**Question**

One electron is added to the neon-like ion Ru34+. The label nlj of a level gives its principal, orbital and total angular momentum quantum numbers. Koopmans binding energies hold the core frozen, while second order and EOM-CCSD let it respond. The last column is called the correction below.

Binding energies of one electron added to closed-shell Ru34+ ([Ne]), computed with PySCF 2.14.0 from a GHF reference, with the X2C-1e Hamiltonian, screened-nucleus spin-orbit coupling, a Gaussian nucleus and an even-tempered 18s13p6d3f basis. Second order and EOM-CCSD (EOM-EA-GCCSD) keep 1s frozen; the latter is corrected in second order for the cut virtual space.

| level | Koopmans (eV) | second order (eV) | EOM-CCSD, corrected (eV) | EOM-CCSD less Koopmans (eV) |
| --- | --- | --- | --- | --- |
| 3s1/2 | 2012.789 | 2013.523 | 2013.525 | 0.736 |
| 3p1/2 | 1937.914 | 1938.772 | 1938.774 | 0.861 |
| 3p3/2 | 1904.062 | 1904.884 | 1904.886 | 0.824 |
| 3d3/2 | 1805.522 | 1806.135 | 1806.136 | 0.614 |
| 3d5/2 | 1798.481 | 1799.067 | 1799.069 | 0.588 |
| 4s1/2 | 1087.351 | 1087.693 | 1087.695 | 0.344 |
| 4p1/2 | 1049.899 | 1050.316 | 1050.317 | 0.418 |
| 4p3/2 | 1033.985 | 1034.398 | 1034.399 | 0.415 |

(a) Which use of the n = 4 rows is unsafe? (b) Explain the sign and size of the correction and its order in l. (c) Estimate the 4s correction from the 3s row and account for the error. (d) Discuss the dependence on j.

**Model answer**

(a) The n = 4 energies cannot be used as spectroscopic values, because the basis lacks diffuse functions. A radial relativistic model (nucleus plus Hartree field of a screened hydrogenic core, no exchange, nothing fitted) was solved in the basis of the calculation and in a denser, more diffuse one. It underbinds the Koopmans values by 6 to 20 eV, so only its differences are used. They put the basis error at 0.5 to 0.8 eV for n = 3, 3.7 eV for 4s, and 11 and 13 eV for 4p1/2 and 4p3/2, at least ten times the n = 4 corrections.

This accounts for two irregularities. Write E = z²Ry/(n − δ)² with z = 34, quantum defect δ and n* = n − δ. The Koopmans defect of p3/2 falls from 0.126 to 0.100 between n = 3 and 4; with the basis error added the values are 0.126 and 0.124. The 4p/3p ratio of fine-structure splittings is 0.470, where n*⁻³ gives 0.400, and the model gives 0.478 in the calculation's basis and 0.406 in the dense one. The splittings also rest on screened-nucleus factors that imitate the two-electron spin-orbit term; such factors overshoot the splittings of light atoms, and their error for this ion was not tested. Breit and QED terms are left out in every row and can be as large as the corrections discussed below, so the last digits are not absolute accuracy for any level.

(b) The added electron pushes core density away from itself and gains binding. It also blocks pair excitations of the core into its own orbital, which costs binding. The correction is positive in all eight rows, so the first effect wins. It is only 3 to 4 parts in 10⁴ of the binding because the core is stiff: with n = 2 full, every excitation must reach n = 3 or higher, roughly 3 keV. Repulsion integrals grow as the nuclear charge Z and these denominators as Z², so the second-order term, an integral squared over a denominator, goes as Z⁰ while the binding grows as z². Theory thus suggests a correction of similar size in eV for a neighbouring neon-like ion. Third order is smaller by a further 1/Z, and the two correlated columns differ by 0.001 to 0.002 eV.

For n = 3 the order is p > s > d, and 4p exceeds 4s. Mean radius does not set it: 3d is the most compact n = 3 orbital in the model (0.30 bohr) and has the smallest correction. Outside the core the induced dipole gives −α/2r⁴, with α the core polarisability; deep inside, the attraction must die away. What counts is density near the n = 2 shell (2p mean radius about 0.125 bohr). The inner lobe of 3p lies there, 3s spends its innermost lobe where the attraction is gone, and nodeless 3d reaches in only with a tail. That is an argument; a potential α[1 − exp(−(r/r_c)⁶)]/2r⁴ fitted to all eight rows does reproduce the order in l, with an rms error of 0.035 eV. The place of 3d is the least secure. A d electron responds to a core dipole partly through f functions, and the three in the basis are tight: the most diffuse, with exponent 110 bohr⁻², peaks near 0.13 bohr, well inside the mean radius of 3d. This probably makes the 3d corrections too small, by an amount not computed here.

(c) A perturbation confined near the core samples only the inner amplitude of the orbital, whose square scales as n*⁻³. It therefore shifts δ by the same amount for every n, and ΔE = 2z²Ry Δδ/n*³. With n*(3s) = 3 − 0.2051 = 2.7949 and n*(4s) = 4 − 0.1974 = 3.8026, the ratio is (2.7949/3.8026)³ = 0.397, and 0.736 × 0.397 = 0.292 eV. This is 15% below the tabulated 0.344 eV; the 4s correction entered the estimate only through n*(4s), which it shifts by 0.0006. The p levels err the same way, with ratios 0.485 and 0.504 against 0.40.

The n*⁻³ rule is itself approximate: with the dense basis the polarisation model gives ratios of 0.370 (s1/2), 0.357 (p1/2) and 0.361 (p3/2), all below it. Confinement by the calculation's basis raises them. Squeezing 4s from 0.640 to 0.616 bohr brings its ratio to 0.397, no more than the n*⁻³ value, and squeezing 4p3/2 from 0.638 to 0.583 bohr brings its ratio to 0.430. All three model ratios stay about 0.07 below the table. Theory offers a second cause: the self-energy depends on the electron's energy. An n = 4 electron can drop to n = 3 while exciting the core, so its denominators are smaller. The slope of the self-energy is negative, and its size is about 1 − w, with w the weight of the one-particle guess, 0.99991 for 4s in further output of the same calculation; 1 − w has one figure and also counts mixing with other empty orbitals, so the estimate is rough. Then 9 × 10⁻⁵ × (2013.5 − 1087.7) eV ≈ 0.08 eV, of the same order as the 0.05 eV missing. The two causes are not separated by these numbers.

(d) The lower j has the larger correction in each doublet, by 4.5% (3p), 4.4% (3d) and 0.7% (4p). No single model here follows all three. The polarisation model, which uses the relativistic orbital of each j, gives 2.7% for 3d but the wrong sign for 3p (ratio 0.993) and 4p (0.955). The n*⁻³ rule, derived for changes of n and not of j, gives 2.7% for 3p, 0.6% for 3d and 2.3% for 4p. The polarisation model thus supports a share from the more compact orbital of the lower j for 3d only. The rest may come from exchange terms with the split 2p1/2 and 2p3/2 shells, which is a guess. The 4p difference, 0.003 eV, is near the rounding, and its sign reverses if the second-order estimate for the cut virtual space is left out, so the two 4p corrections are best treated as equal. The basis, which squeezes 4p3/2 more than 4p1/2, probably reduces the difference.

**Remarks on the reasoning**

The agreement of EOM-CCSD with second order is partly built in: 20 to 50% of each correction is itself a second-order estimate for the cut virtual space. Both share the frozen 1s shell and the limit at f functions.

The fit is far above the 0.001 eV rounding and is worst for 4p1/2, 15% below the table. With the dense-basis orbitals its rms error is 0.060 eV. Its α (7 × 10⁻⁵ a.u., a tenth of the crude sum-rule value of 7 × 10⁻⁴) and r_c (0.086 bohr) trade against each other and are not properties of the core. The two rival models have one constant each, against two for the fit. Taking the correction proportional to overlap with the whole core density, including the 1s shell that the calculation froze, fails (rms 0.277 eV), and a fixed fraction of the binding (0.076 eV) puts 3s above 3p. A static polarisability should not be read from 3d: the uncut formula implies 5 × 10⁻⁵ a.u., an order of magnitude below a crude sum-rule value, as is plausible on three counts that were not separated: the f set is short for this level, the r⁻⁴ average of 3d takes much of its weight from inside the n = 2 shell, where the formula fails, and the core cannot follow adiabatically an electron bound by 1.8 keV. The printed output of the analysis follows.

Printed output of the fit:

```
rounding floor 0.001 eV; hydrogenic z=34: n=3 1747.6, n=4 983.0 eV
level defect 1e5*shift_by_corr corr/E(1e-4) eom-2nd(eV) cut_share (corr-cut)/(1-w)(keV)
3s1/2 0.2051 51.1 3.66 0.002 0.24 3.3
3p1/2 0.1518 63.2 4.44 0.002 0.20 3.6
3p3/2 0.1265 62.2 4.33 0.002 0.20 3.7
3d3/2 0.0490 50.2 3.40 0.001 0.49 2.6
3d5/2 0.0432 48.3 3.27 0.002 0.50 1.7
4s1/2 0.1974 60.1 3.16 0.002 0.27 2.8
4p1/2 0.1303 77.0 3.98 0.001 0.37 3.3
4p3/2 0.1006 78.1 4.01 0.001 0.36 3.3
level model_run(eV) koop-model basis_err(eV) defect_koop, +basis_err <r>run <r>dense(bohr)
3s1/2 1993.9 18.9 0.57 0.2046 0.2050 0.349 0.348
3p1/2 1921.4 16.5 0.51 0.1511 0.1515 0.333 0.332
3p3/2 1888.0 16.1 0.51 0.1259 0.1263 0.339 0.339
3d3/2 1785.7 19.8 0.81 0.0485 0.0492 0.298 0.297
3d5/2 1778.2 20.3 0.80 0.0428 0.0434 0.300 0.299
4s1/2 1080.7 6.7 3.68 0.1968 0.2032 0.616 0.640
4p1/2 1043.6 6.3 10.71 0.1295 0.1491 0.583 0.629
4p3/2 1027.6 6.4 13.14 0.0998 0.1244 0.583 0.638
fits of corr, model-table (eV) in row order; r_c run 0.086, dense 0.086 bohr
polar,run basis: coef 6.96e-05 rms 0.035 worst 4p1/2 -15%
  +0.018 +0.002 +0.045 -0.008 +0.002 -0.044 -0.061 -0.041
polar,dense: coef 7.04e-05 rms 0.060 worst 4p1/2 -26%
  +0.027 +0.011 +0.054 -0.002 +0.008 -0.062 -0.107 -0.098
core overlap: coef 0.00543 rms 0.277 worst 3d3/2 -64%
  +0.404 -0.224 -0.239 -0.390 -0.371 +0.136 -0.129 -0.141
fraction of E: coef 0.000382 rms 0.076 worst 4s1/2 +21%
  +0.033 -0.121 -0.097 +0.076 +0.099 +0.071 -0.017 -0.020
n=4/n=3 ratio of corr: table, n*^-3, polar run, polar dense (same r_c)
s1/2 0.467 0.397 0.397 0.370
p1/2 0.485 0.399 0.413 0.357
p3/2 0.504 0.400 0.430 0.361
doublet: split eom, koop, model run, dense (eV); corr ratio low/high j: table, n*^-3, polar run, dense
3p 33.888 33.852 33.45 33.44; 1.045 1.027 0.993 0.994
4p 15.918 15.914 16.00 13.57; 1.007 1.023 0.955 0.983
3d 7.067 7.041 7.54 7.55; 1.044 1.006 1.027 1.027
4p/3p splitting: eom 0.470 koop 0.470 model run 0.478 dense 0.406 n*^-3 0.400
3d5/2 <r^-4> 930 au; apparent alpha uncut 4.6e-05 au; sum-rule order 8/dE^2 7e-04 au (dE 3.0 keV)
core 2p <r> 0.125 bohr; max|eom-2nd|/corr 0.0058; 1/z 0.029
```
